**Q:** I have a calcium crystal that is squeezed or stretched equally along a and b, while c is free to adjust. Stress is counted positive in compression, and energies are relative to the unstrained row. Squeezing ought to raise the energy and make the crystal push back. What is going on here?

Ca (I4/mmm, two-atom cell, unstrained a = 4.327, c = 4.306 Å) under equal strain along a and b, with c relaxed. Calculated with Ansatz 0.2.0: PBEsol, plane-wave PAW, scalar-relativistic, no spin polarisation, 420 eV cutoff, 10×10×10 k mesh, 0.1 eV Gaussian smearing. Energies are extrapolated to zero smearing; stress is positive in compression, and stress yy equals stress xx.

| strain (%) | energy change (meV/atom) | volume change (%) | c over a | stress xx (GPa) | stress zz (GPa) |
| --- | --- | --- | --- | --- | --- |
| -6 | -7.2 | 1.67 | 1.218 | -0.32 | 0.04 |
| -4 | -4.6 | 1.21 | 1.138 | -0.22 | 0.02 |
| -2 | -2.4 | 1.32 | 1.071 | -0.25 | -0.03 |
| 0 | 0.0 | 0.00 | 0.995 | 0.05 | 0.02 |
| 2 | -1.7 | 0.06 | 0.938 | 0.03 | 0.01 |
| 4 | -0.5 | 1.90 | 0.901 | -0.39 | -0.04 |
| 6 | 5.5 | 3.97 | 0.869 | -0.85 | -0.02 |

**A:** Start with the shape. The column c over a is the height of the cell divided by its side, and in the unstrained row it is 0.995, almost exactly the body-centred cubic (bcc) value of 1. Calcium at ordinary conditions is face-centred cubic (fcc), and the same cell becomes fcc when c over a reaches $\sqrt{2}$. Squeezing the plane makes the cell taller, so it moves the crystal towards its normal structure. The strongest squeeze covers about half of that way.

**Q:** What happens to the atoms on this route?

**A:** In bcc each atom has eight nearest neighbours and six others about 15 % further away. Squeezing brings the four of those six that lie in the plane closer, until in fcc they join the eight to make twelve equal neighbours. At −6 % strain these four are only 7 % further away than the eight, while the two along c have moved out. This count describes the route. The reason why calcium prefers its end lies in how the electrons fill their bands, which these columns do not resolve.

**Q:** But the energy also falls at +2 %, which leads away from fcc.

**A:** That follows from the symmetry of the cube. Stretching bcc slightly along x, y or z at fixed volume must change the energy by the same amount. To first order, doing all three in turn restores the cube, so the three equal changes add up to zero and each must be zero. The energy is therefore level at bcc, which can be a valley or a hilltop for this distortion. The table shows a hilltop: the energy is lower at both −2 % and +2 %.

**Q:** Then why does it climb again on the stretched side?

**A:** Stretching the plane far enough pulls neighbours apart and costs bonding, so the energy has to rise in the end. A hilltop followed by a rise leaves a valley between them. The stress agrees: the crystal still pushes outwards very weakly at +2 %, but pulls inwards with 0.39 GPa at +4 %. In this calculation a shallow valley thus lies between these two strains, with a cell slightly flatter than a cube.

**Q:** And the negative stress xx under squeezing? A squeezed solid that is in tension sounds like a sign error.

**A:** It is the slope of the hill. Think of a domed metal disc that clicks between two shapes: once you have pushed it past its balance point, it pulls away from your finger towards the other shape. Squeezed calcium likewise tries to shrink further in the plane, and only the fixed a and b hold it back. The comparison covers the reversal of the force, not its origin, which is bending in the disc and the electrons in the metal.

**Q:** Can the stresses alone tell me how much energy is released?

**A:** Yes, because stress is the change of energy with shape. For a small step the energy per atom changes by

$$\Delta E = -V\,(2P_{xx}\,\Delta\ln a + P_{zz}\,\Delta\ln c),$$

where $V$ is the volume per atom, $P_{xx}$ and $P_{zz}$ are stress xx and stress zz averaged over the step, and the 2 counts the two squeezed directions. Take the step from −4 % to −6 %. The mean in-plane stress is −0.27 GPa, $\ln a$ falls by 0.021, $V$ is about 41 Å³, and 1 GPa Å³ is 6.2 meV. The in-plane part is then $-2\times0.27\times0.021\times41\times6.2\approx-2.9$ meV.

The small stress along c adds about −0.4 meV, which makes −3.3 meV in all. The table falls by 2.6 meV over the same step. The estimate has no adjustable constant, and the output below carries it through all rows. Summed from the unstrained row to −6 %, it gives −6.6 meV against −7.2 meV in the table. Nearer the start it does worse: −3.4 meV against −4.6 meV at −4 %, and −1.0 meV against −2.4 meV at −2 %.

**Q:** Does it do as well on the stretched side?

**A:** Not quite. At +4 % the stresses give +1.4 meV, but the table has −0.5 meV. Much of this gap, and of those at −2 % and −4 %, comes from smearing, the slight blurring of the electron occupations that helps a metal calculation converge. The stresses belong to the free energy with the blur included, which is +0.9 meV at this strain, whereas the table's energies are extrapolated to zero blur. The agreement of stress and free energy is a check of consistency and does not decide which energy is closer to the truth.

**Q:** Now the volume. It grows whether I squeeze or stretch, and −4 % has a smaller change than −2 %.

**A:** The volume follows the mean of the three stresses. Squeezed or well stretched, the crystal is left in net tension, and tension swells it. At −4 % the mean tension is 0.14 GPa and at −2 % it is 0.18 GPa, so the order of the volumes is the order of the tensions. This holds for all seven rows, including +2 %, where both the mean stress and the volume change are close to zero.

**Q:** Is the size right as well?

**A:** It is. In the five rows with a clear swelling, the change in mean stress divided by the change in volume is 14 to 16 GPa. Calcium's resistance to uniform compression, its bulk modulus, is roughly 17 GPa as I recall it. The swelling is therefore ordinary elasticity, and only the tension behind it is unusual. The odd order of −4 % and −2 % may be no more than unfinished relaxation. Stress zz should be zero once c is relaxed, but it is still 0.02 GPa at −4 % and −0.03 GPa at −2 %. With a stiffness close to the bulk modulus, finishing the relaxation would change the volume by 0.1 to 0.2 %, upwards at −4 % and downwards at −2 %. The two volume changes differ by only 0.11 %, so their order could reverse, and the order of stress xx in these two rows with it. A ripple from the finite k mesh is possible too.

**Q:** So would bcc calcium simply collapse if I let go of it?

**A:** At zero temperature this calculation gives it no resistance to this distortion, so no elastic constant of a stable crystal should be read from the rows around zero strain. Real calcium does become bcc when hot. Atomic vibrations, which are absent here, can hold a crystal on average at a shape that is a hilltop of the static energy. For another bcc metal that starts free of stress, look first at the sign of the in-plane stress under a small squeeze with c relaxed: compression means that it resists this distortion, tension that the distortion tends to grow.

**Q:** And the valley near +2 %: is that a new form of calcium?

**A:** That is not certain. The row at +2 % lies 1.7 meV below the unstrained one in the table but only 0.7 meV below it in free energy, because the extrapolation lifts the unstrained row by 1 meV relative to the other. The summed stresses give just 0.3 meV. A denser k mesh with less smearing would show how deep the valley is, or whether it is there at all. The hilltop depends on the same test, because the energy is level at bcc and a hilltop needs it to fall on both sides. Whether the crystal would stay in such a valley once a and b may differ, or the cell may shear, is still open.

Printed output of the fit:

```
Shape along the scan:
  row  change of c in %  change of c at fixed volume in %  in-plane over nearest distance  axial over nearest distance
   -6             15.07                             13.17                           1.072                        1.305
   -4             9.797                             8.507                           1.102                        1.254
   -2             5.485                             4.123                           1.127                        1.207
    0                 0                                 0                           1.157                        1.151
    2            -3.843                            -3.883                           1.179                        1.105
    4            -5.825                            -7.544                           1.193                        1.075
    6            -7.423                               -11                           1.205                        1.047
Stress and energy:
  row  mean stress in GPa  stress xx less row above in GPa  energy from stresses in meV/atom  table energy in meV/atom
   -6                -0.2                              n/a                            -6.636                      -7.2
   -4               -0.14                              0.1                            -3.375                      -4.6
   -2             -0.1767                            -0.03                           -0.9559                      -2.4
    0                0.04                              0.3                                 0                         0
    2             0.02333                            -0.02                           -0.2508                      -1.7
    4             -0.2733                            -0.42                             1.446                      -0.5
    6             -0.5733                            -0.46                             7.432                       5.5
way from bcc to fcc covered in c over a, in %: 52.63
rank correlation of mean stress and volume change: -1
smallest ratio of mean stress change to volume change, in GPa, rows above 0.5 %: 14.37
largest ratio of mean stress change to volume change, in GPa, rows above 0.5 %: 16.49
free energy change at strain -6 %, in meV/atom: -6.9
free energy change at strain -4 %, in meV/atom: -3.77
free energy change at strain -2 %, in meV/atom: -1.425
free energy change at strain +2 %, in meV/atom: -0.71
free energy change at strain +4 %, in meV/atom: 0.885
entropy term at strain 0, in meV/atom: 8.733
entropy term at strain -2 %, in meV/atom: 6.729
entropy term at strain +2 %, in meV/atom: 6.733
entropy term at strain -6 %, in meV/atom: 8.127
lift of row 0 against row +2 by the extrapolation to zero smearing, in meV/atom: 1
```
